\section*{Gutzwiller (Rice--Ueda) enhancement of the Kondo scale}

For the periodic Anderson model with $U=\infty$ and $N$-fold degeneracy, the Gutzwiller treatment of Rice and Ueda (1985, 1986) gives a low-energy scale $T^*\simeq D\exp[-(N-1)|\epsilon_f|/(N^2\rho V^2)]$. The single-impurity Kondo scale is $T_K\simeq D\exp[-|\epsilon_f|/(N\rho V^2)]$. This page derives both, shows where the factor $(N-1)/N$ comes from, and says how far it can be trusted. Energies are in eV or meV and are measured from the chemical potential, $\mu=0$. We set $k_B=1$, so $T^*$ and $T_K$ are energies, also quoted in kelvin. Extensive quantities are per lattice site, and $\rho$ is the conduction density of states per site and \emph{per channel}.

\subsection*{1. Model and premises}

\begin{equation}
H=\sum_{km}\epsilon_k c^\dagger_{km}c_{km}+\epsilon_f\sum_{im}n^f_{im}
+V\sum_{im}\left(f^\dagger_{im}c_{im}+\mathrm{h.c.}\right),\qquad \sum_m n^f_{im}\le 1 .
\end{equation}
For Yb all operators refer to holes. The empty state is the closed shell $4f^{14}$, and $f^\dagger_m$ creates $4f^{13}$ with $J=7/2$, $m=-7/2,\dots,7/2$, so $N=2J+1=8$. The level $\epsilon_f<0$ is the energy of $4f^{13}$ plus an electron at the Fermi level, relative to $4f^{14}$. The hole number $n_f$ gives the valence $2+n_f$.

The premises are these.
\begin{itemize}
\item[P1] SU($N$) symmetry: each $f$ state $m$ mixes, through a real on-site $V$, with its own copy of the conduction band. Double occupancy ($4f^{12}$) is excluded.
\item[P2] Each band has a constant $\rho$ and holds one state per site.
\item[P3] The trial state is $|\Psi\rangle=\prod_iP_i|\Phi_0\rangle$, with $|\Phi_0\rangle$ a translation-invariant Slater determinant that is a product over channels, and $P_i$ a local operator that removes multiple $f$ occupancy.
\item[P4] Expectation values are taken in the Gutzwiller approximation, which is the exact evaluation of $|\Psi\rangle$ for infinite coordination number.
\item[P5] The state is a paramagnetic metal, $\langle n^f_{im}\rangle=n_f/N\equiv\nu$, with $\mu$ in the lower hybridised band.
\end{itemize}

\subsection*{2. The Gutzwiller factor}

Write $P=\lambda_0|0\rangle\langle0|+\lambda_1\sum_m|m\rangle\langle m|$ on each site. The ratio $\lambda_1/\lambda_0$ is redundant: a factor $\eta^{\hat N_f}$ is the exponential of a one-body operator and maps Slater determinants onto Slater determinants. We use this freedom and the normalisation to impose
\begin{equation}
\langle P^2\rangle_0=1,\qquad \langle P^2n^f_m\rangle_0=\langle n^f_m\rangle_0=\nu .
\label{gauge}
\end{equation}
The channels are independent in $|\Phi_0\rangle$, so the empty configuration has probability $(1-\nu)^N$ and the configuration $|m\rangle$ has $\nu(1-\nu)^{N-1}$. The second condition reads $\lambda_1^2\nu(1-\nu)^{N-1}=\nu$. The first then reads $\lambda_0^2(1-\nu)^N+N\nu=1$. Hence
\begin{equation}
\lambda_0^2=\frac{1-n_f}{(1-\nu)^N},\qquad \lambda_1^2=\frac{1}{(1-\nu)^{N-1}} .
\label{lam}
\end{equation}

The purpose of \eqref{gauge} appears when $P^2$ is expanded in $\delta n_m=n^f_m-\nu$, as $P^2=c_0+c_1\sum_m\delta n_m+(\text{products of two or more different }\delta n_m)$. The products average to zero, so $c_0=1$. The second condition gives $\nu+c_1\nu(1-\nu)=\nu$, so $c_1=0$. In the Wick expansion of $\langle\Psi|O|\Psi\rangle$ every spectator site therefore enters either as the identity or as a vertex with at least four lines, none of which closes on the same site. For coordination number $z$ a line between neighbours scales as $z^{-1/2}$ while there are $z$ neighbours, so two sites joined by three or more independent paths contribute at most $z\cdot z^{-3/2}\to0$. The surviving diagrams with spectator vertices are all of this kind, and they drop out for $z\to\infty$. At finite $z$, dropping them is the approximation P4. Then the conduction energy and $n_f$ are the same in $|\Psi\rangle$ as in $|\Phi_0\rangle$, and only the projector on the site of the $f$ operator matters for the mixing term:
\begin{equation}
Pf^\dagger_mP=\lambda_0\lambda_1|m\rangle\langle0|=\lambda_0\lambda_1f^\dagger_m\prod_{m'\neq m}(1-n^f_{m'}) .
\end{equation}
Averaging over the independent channels $m'$ gives $\langle f^\dagger_mc_m\rangle_\Psi=\sqrt q\,\langle f^\dagger_mc_m\rangle_0$ with $\sqrt q=\lambda_0\lambda_1(1-\nu)^{N-1}$. Inserting \eqref{lam},
\begin{equation}
q=\frac{1-n_f}{1-n_f/N},\qquad \frac{dq}{dn_f}=-\frac{1-1/N}{(1-n_f/N)^2}.
\label{q}
\end{equation}
The numerator is the probability that the correlated site can accept a particle. The denominator divides out the Pauli blocking $1-\nu$ that $|\Phi_0\rangle$ already contains. For unequal occupations the same steps give $q_m=(1-n_f)/(1-n_m)$. The slave-boson mean-field theory has $q=1-n_f$, which is the $N\to\infty$ limit of \eqref{q}.

\subsection*{3. Renormalised bands}

The energy is now $\langle H_c\rangle_0+\sqrt q\,V\langle f^\dagger c+\mathrm{h.c.}\rangle_0+\epsilon_fn_f$, where $q$ depends on $|\Phi_0\rangle$ through $n_f$. Treat $n_f$ as an independent variable and enforce $\langle\hat n_f\rangle_0=n_f$ with a multiplier $\lambda$. Variation with respect to $|\Phi_0\rangle$ makes it the ground state of a free Hamiltonian with level $\lambda$ and mixing $\tilde V=\sqrt q\,V$, and the grand potential becomes
\begin{equation}
\Omega(\lambda,n_f)=\Omega_0(\lambda,\tilde V^2)+(\epsilon_f-\lambda)\,n_f,\qquad
\Omega_0=N\rho\int_{\rm occ}d\epsilon\,E_-(\epsilon),
\label{Om}
\end{equation}
\begin{equation}
E_\pm=\tfrac12\left[\epsilon+\lambda\pm\sqrt{(\epsilon-\lambda)^2+4\tilde V^2}\right].
\end{equation}
All integrals become elementary with $E\equiv E_-$ as the variable. The secular equation $(E-\epsilon)(E-\lambda)=\tilde V^2$ gives
\begin{equation}
\epsilon=E+\frac{\tilde V^2}{\lambda-E},\qquad \frac{d\epsilon}{dE}=1+\frac{\tilde V^2}{(\lambda-E)^2},\qquad E_+-E_-=(\lambda-E)\frac{d\epsilon}{dE},
\label{map}
\end{equation}
where the last relation follows from $E_++E_-=\epsilon+\lambda$. The eigenvector has amplitude ratio $f/c=-\tilde V/(\lambda-E)$, so the $c$ weight is $(d\epsilon/dE)^{-1}$ and the $f$ weight is $\tilde V^2(\lambda-E)^{-2}(d\epsilon/dE)^{-1}$.

Let the lower band be filled from its bottom $E=-D$ up to $E=0$, and define the scale as the distance of the renormalised level from the Fermi level, $T^*\equiv\lambda>0$. The $c$ weight cancels the Jacobian, so $n_c=N\rho D$ exactly. Thus $D$ is fixed by the conduction filling, and it exceeds the depth of the bare band bottom by the small amount $\tilde V^2/(D+T^*)$.

\emph{Stationarity in $\lambda$.} By the Hellmann--Feynman theorem $\partial E_-/\partial\lambda$ is the $f$ weight. The upper limit of the integral contributes nothing because $E_-=0$ there. Hence
\begin{equation}
n_f=N\rho\tilde V^2\int_{-D}^0\frac{dE}{(\lambda-E)^2}=N\rho V^2q\left[\frac1{T^*}-\frac1{D+T^*}\right].
\label{nf}
\end{equation}

\emph{Stationarity in $n_f$.} Since $\partial E_-/\partial\tilde V^2=-1/(E_+-E_-)$, relation \eqref{map} gives
\begin{equation}
\frac{\partial\Omega_0}{\partial\tilde V^2}=-N\rho\int_{-D}^0\frac{dE}{\lambda-E}=-N\rho L,\qquad L=\ln\frac{D+T^*}{T^*}.
\label{log}
\end{equation}
Then $\partial\Omega/\partial n_f=\epsilon_f-\lambda-N\rho V^2L\,dq/dn_f=0$, and with \eqref{q}
\begin{equation}
|\epsilon_f|+T^*=N\rho V^2\,\frac{1-1/N}{(1-n_f/N)^2}\,\ln\frac{D+T^*}{T^*}.
\label{gap}
\end{equation}
Equations \eqref{nf} and \eqref{gap} fix $T^*$ and $n_f$ with no approximation beyond P1--P5.

\subsection*{4. Kondo limit}

Put $\delta=1-n_f$, so that $1-n_f/N=(1-1/N)[1+\delta/(N-1)]$, and define
\begin{equation}
\Gamma_K=N\rho V^2,\qquad \Gamma_G=\frac{N^2\rho V^2}{N-1}.
\end{equation}
Equation \eqref{gap} becomes $L=(|\epsilon_f|+T^*)\,[1+\delta/(N-1)]^2/\Gamma_G$. For $\delta\ll1$ and $T^*\ll D$ one has $q\simeq N\delta/(N-1)$, and \eqref{nf} gives $\delta\simeq T^*/\Gamma_G$. To first order in the small quantities,
\begin{equation}
\ln\frac{T^*}{D}=-\frac{|\epsilon_f|}{\Gamma_G}-\frac{T^*}{\Gamma_G}-\frac{2\delta}{N-1}\frac{|\epsilon_f|}{\Gamma_G}+\frac{T^*}{D}+\dots
\label{corr}
\end{equation}
For $|\epsilon_f|\gg\Gamma_G$ the corrections are exponentially small, and
\begin{equation}
T^*\simeq D\exp\left[-\frac{(N-1)\,|\epsilon_f|}{N^2\rho V^2}\right].
\label{Tstar}
\end{equation}

The same result follows from the energy. At fixed $n_f\simeq1$, \eqref{nf} gives $T^*=N\rho\tilde V^2=\Gamma_G\delta$. Integrating \eqref{log} from $\tilde V=0$ gives a mixing energy $-N\rho\tilde V^2[\ln(D/T^*)+1]$, and emptying the level costs $|\epsilon_f|\delta$:
\begin{equation}
\Delta E(\delta)=|\epsilon_f|\delta-\Gamma_G\delta\left[\ln\frac{D}{\Gamma_G\delta}+1\right].
\label{E}
\end{equation}
The minimum lies at $|\epsilon_f|=\Gamma_G\ln(D/\Gamma_G\delta)$, which is \eqref{Tstar}, and there $\Delta E=-T^*$ per site.

If the bands $E_\pm$ are read as quasiparticle bands, which is the usual further assumption, \eqref{map} gives the density of states at the Fermi level and the linear specific-heat coefficient per mole of sites,
\begin{equation}
\frac{m^*}{m}=1+\frac{\tilde V^2}{T^{*2}},\qquad \gamma=\frac{\pi^2}{3}k_B^2N_A\,N\rho\,\frac{m^*}{m},
\label{gam}
\end{equation}
with $k_B$ restored in $\gamma$. By \eqref{nf}, $N\rho\,m^*/m\simeq n_f/T^*$, so $T^*$ is the effective Fermi energy of the heavy band.

\subsection*{5. The impurity scale}

For one $f$ site take the singlet of Varma and Yafet (1976), $|\psi\rangle=[a_0+\sum_{km}a_kf^\dagger_mc_{km}]|FS\rangle$, with $k$ in the Fermi sea of depth $D$. Write $x=-\epsilon_k>0$ and the energy relative to the sea as $\epsilon_f-T_K$. With the mixing element $V/\sqrt{N_s}$ for $N_s$ sites, the Schr\"odinger equation projected on this space is $(\epsilon_f-T_K)a_0=N(V/\sqrt{N_s})\sum_ka_k$ and $-(T_K+x)a_k=(V/\sqrt{N_s})a_0$. Eliminating $a_k$, and summing $|a_k/a_0|^2$ for the occupation,
\begin{equation}
|\epsilon_f|+T_K=\Gamma_K\ln\frac{D+T_K}{T_K},\qquad
\frac{n_f}{1-n_f}=\Gamma_K\left[\frac1{T_K}-\frac1{D+T_K}\right].
\label{imp}
\end{equation}
These are exactly \eqref{gap} and \eqref{nf} with $q$ replaced by $1-n_f$. For the flat band the two scales are therefore defined alike, and the denominator of $q$ is the only source of a difference. In the Kondo limit $T_K\simeq D\exp(-|\epsilon_f|/\Gamma_K)$. This exponent is not peculiar to the trial state. The Schrieffer--Wolff transformation gives the Coqblin--Schrieffer exchange $J=V^2/|\epsilon_f|$, and the standard one-loop flow $dJ/d\ln D=-N\rho J^2$ diverges at $D\exp[-1/(N\rho J)]$ for every $N$. Higher orders change only the prefactor.

The two exponents stand in the ratio $\Gamma_K/\Gamma_G=(N-1)/N$, and
\begin{equation}
\frac{T^*}{T_K}\simeq\exp\frac{|\epsilon_f|}{N\,\Gamma_K}=\left(\frac{D}{T_K}\right)^{1/N}.
\label{ratio}
\end{equation}
For $N=2$ the exponent is halved and $T^*\simeq\sqrt{DT_K}$. For $N\to\infty$ at fixed $N\rho V^2$ the enhancement tends to one.

\subsection*{6. Where the factor comes from}

The name suggests an effect of lattice coherence, but the factor belongs to the trial state P3. Apply P3 to a single impurity. In each channel write $|\Phi_0^m\rangle=\sqrt{1-\nu}\,|0\rangle|B\rangle+\sqrt\nu\,|1\rangle|A\rangle$, where $|A\rangle$ and $|B\rangle$ are the normalised conduction states that accompany an occupied and an empty $f$ orbital. After projection with \eqref{lam}, channel $m$ is in $|A\rangle$ with probability $\nu$ and in $|B\rangle$ otherwise, as before, so the conduction energy is unchanged. The amplitude product of the empty and the $m$ configurations changes from $\sqrt{\nu(1-\nu)}$ to $\sqrt{\nu(1-n_f)}$, which is the factor $\sqrt q$. There are no spectator sites, so this evaluation is exact. The free problem is a resonant level of half-width $\tilde\Delta=\pi\rho\tilde V^2$. Hellmann--Feynman gives $\partial\Omega_0/\partial\tilde V^2=-(N/\pi)\int^0d\omega\,\mathrm{Im}[g\,G_f]$, with $g$ the local conduction propagator. Taking $g=-i\pi\rho$ inside the band,
\begin{equation}
\frac{\partial\Omega_0}{\partial\tilde V^2}=N\rho\int_{-D}^0d\omega\,\frac{\omega-\lambda}{(\omega-\lambda)^2+\tilde\Delta^2}\simeq-N\rho\ln\frac{D}{\sqrt{\lambda^2+\tilde\Delta^2}},
\end{equation}
and $\mathrm{Re}\,g$ adds only a constant to the logarithm. The stationarity condition in $n_f$ is that of Section 3, so the Gutzwiller impurity also has the exponent $|\epsilon_f|/\Gamma_G$, although the impurity exponent is $|\epsilon_f|/\Gamma_K$.

The mechanism is seen by splitting $q=q(1-\nu)+q\nu$. In the free state the orbital is empty with probability $1-\nu$ and is filled from the Fermi sea. This part carries $q(1-\nu)=1-n_f$ and reproduces \eqref{imp}. With probability $\nu$ the orbital is occupied and empties into states above the Fermi level. This virtual process exists for an unscreened moment as well. It costs at least $|\epsilon_f|$ and yields, to second order,
\begin{equation}
E_{\rm virt}=-\rho V^2\int_0^{D'}\frac{d\epsilon}{\epsilon+|\epsilon_f|}=-\rho V^2\ln\left(1+\frac{D'}{|\epsilon_f|}\right),
\label{virt}
\end{equation}
with $D'$ the height of the empty part of the band. The paramagnetic Gutzwiller state has one renormalised mixing $\tilde V$ for all processes, so it can gain from this one only through the same logarithm, cut off at $T^*$. That adds the fraction $\nu/(1-\nu)\to1/(N-1)$ to the coupling. The variational bound is respected, because the true ground-state energy contains \eqref{virt}, which is not exponentially small, while the Gutzwiller gain is only $T^*$. Equation \eqref{ratio} thus compares two different treatments, and does not by itself prove that a lattice is screened at a higher scale than an impurity.

\subsection*{7. Stability of the paramagnetic solution}

Allow unequal $n_m$ at fixed $\delta$. With $u(n)=1/(1-n)$, channel $m$ has $\tilde V_m^2=V^2\delta\,u(n_m)$ and $T_m=\rho\tilde V_m^2/n_m$, and \eqref{E} generalises to
\begin{equation}
\Delta E=|\epsilon_f|\delta-\rho V^2\delta\sum_mh(n_m),\qquad h(n)=u(n)\left[\ln\frac{D\,n(1-n)}{\rho V^2\delta}+1\right].
\end{equation}
A polarisation with $\sum_m\delta n_m=0$ does not couple linearly to $\delta$, so stability requires $h''<0$. Using $u'=u^2$ and calling the logarithm $L$,
\begin{equation}
h''(n)=u^3\left[2L-\left(\frac{1-n}{n}-1\right)^2\right].
\end{equation}
At $n=1/N$ the paramagnet is locally stable for
\begin{equation}
L<\tfrac12(N-2)^2 .
\label{stab}
\end{equation}
The bound is 0, 2, 8 and 18 for $N=2,4,6,8$. For $N=2$ in the Kondo limit the state that shows the halved exponent is itself unstable to ferromagnetic polarisation within the same variational family.

\subsection*{8. Range of validity}

\begin{itemize}
\item Equation \eqref{Tstar} needs $\delta\ll1$, $T^*\ll D$ and $2\delta L/(N-1)\ll1$. Otherwise \eqref{nf} and \eqref{gap} must be solved.
\item The Fermi level must lie in the lower band, $n_c+n_f<N$. At $n_c+n_f=N$ the model is a Kondo insulator and the cutoff of the logarithm changes.
\item Condition \eqref{stab} is local. A fully polarised state has $q_m=1$ in its one occupied channel and collects \eqref{virt}. It competes whenever $|E_{\rm virt}|\gtrsim T^*$, which always happens deep enough in the Kondo limit. Intersite (RKKY) correlations and antiferromagnetic order are absent from P3--P5.
\item The enhancement is a $1/N$ effect, and other $1/N$ effects are omitted. For the impurity, \eqref{virt} deepens the level and multiplies $T_K$ by about $(1+D'/|\epsilon_f|)^{-1/N}$, and the standard two-loop term multiplies it by about $(N\rho J)^{1/N}$. Both lower the scale.
\item For $N=2$, DMFT with a numerical-renormalisation-group solver (Pruschke, Bulla and Jarrell, 2000) finds an enhanced scale for the symmetric Kondo insulator, and a scale proportional to $T_K$ with a filling-dependent coefficient in the metallic regime away from half filling.
\item P1 idealises a real crystal, where the number of conduction states at a given $k$ need not equal $N$ and the mixing is anisotropic. A cubic crystal field splits $J=7/2$ into two doublets and a quartet, and $N=8$ applies only if the splitting is below $T^*$. The $J=5/2$ hole multiplet, approximately 1.3 eV higher, is neglected.
\end{itemize}

\subsection*{9. Illustration: $N=8$ as in YbAgCu$_4$}

Take the illustrative inputs $\rho=0.5$ eV$^{-1}$, $D=1$ eV, $D'\approx1$ eV, $\epsilon_f=-0.5$ eV and $V^2=0.025$ eV$^2$ ($V=0.158$ eV). They were chosen so that $\gamma$ comes out near 0.2 J\,mol$^{-1}$K$^{-2}$, a typical size for this compound, so the value of $\gamma$ below tests nothing. Then $n_c=4$, $\rho V^2=12.5$ meV, $\pi\rho V^2=39$ meV, $\Gamma_K=100$ meV and $\Gamma_G=114$ meV. The exponents are 5 for the impurity and 4.375 for the Gutzwiller lattice.

\begin{center}
\begin{tabular}{lccc}
 & impurity & Gutzwiller lattice & ratio\\ \hline
Kondo-limit scale & 6.74 meV (78 K) & 12.6 meV (146 K) & 1.87\\
full equations & 6.36 meV (74 K) & 10.4 meV (121 K) & 1.64\\
$n_f$, full equations & 0.940 & 0.915 & \\
\end{tabular}
\end{center}

The full rows solve \eqref{imp} and the pair \eqref{nf}, \eqref{gap}. For $N=8$ the first of the pair is the quadratic $\delta^2+(8a+6)\delta-7=0$ with $a=\Gamma_KD/[T^*(D+T^*)]$, which leaves one equation for $T^*$. The lattice scale is 0.83 of its Kondo-limit value. The two negative corrections in \eqref{corr} are 0.091 and 0.107, against an enhancement exponent $|\epsilon_f|/(N\Gamma_K)=0.625$, so mixed valence removes a visible part of the effect. At the same $\Gamma_K$, \eqref{ratio} would give a factor 12 for $N=2$.

The solution has $q=0.096$, $\tilde V=49$ meV, a valence near 2.9, and $n_c+n_f=4.9<8$. Equation \eqref{gam} gives $m^*/m=23$ and $\gamma=0.22$ J\,mol$^{-1}$K$^{-2}$ for the model. With $L=4.6<18$ the paramagnet is locally stable. The neglected terms are not small, however. $|E_{\rm virt}|=14$ meV is comparable with the gain of about $T^*$, so the solution is not shown to be the global minimum of its family. The impurity prefactors are 0.87 and, with $N\rho J=0.2$, 0.82, together 0.71, a change of the same order as the enhancement. The model's result for $N=8$ is therefore a factor between about 1.6 and 1.9 in the scale. Since $\epsilon_f$ and $V$ of a real compound are not known well enough to fix an exponent of 5 to one part in eight, a factor of this size is absorbed into any parameters fitted to YbAgCu$_4$.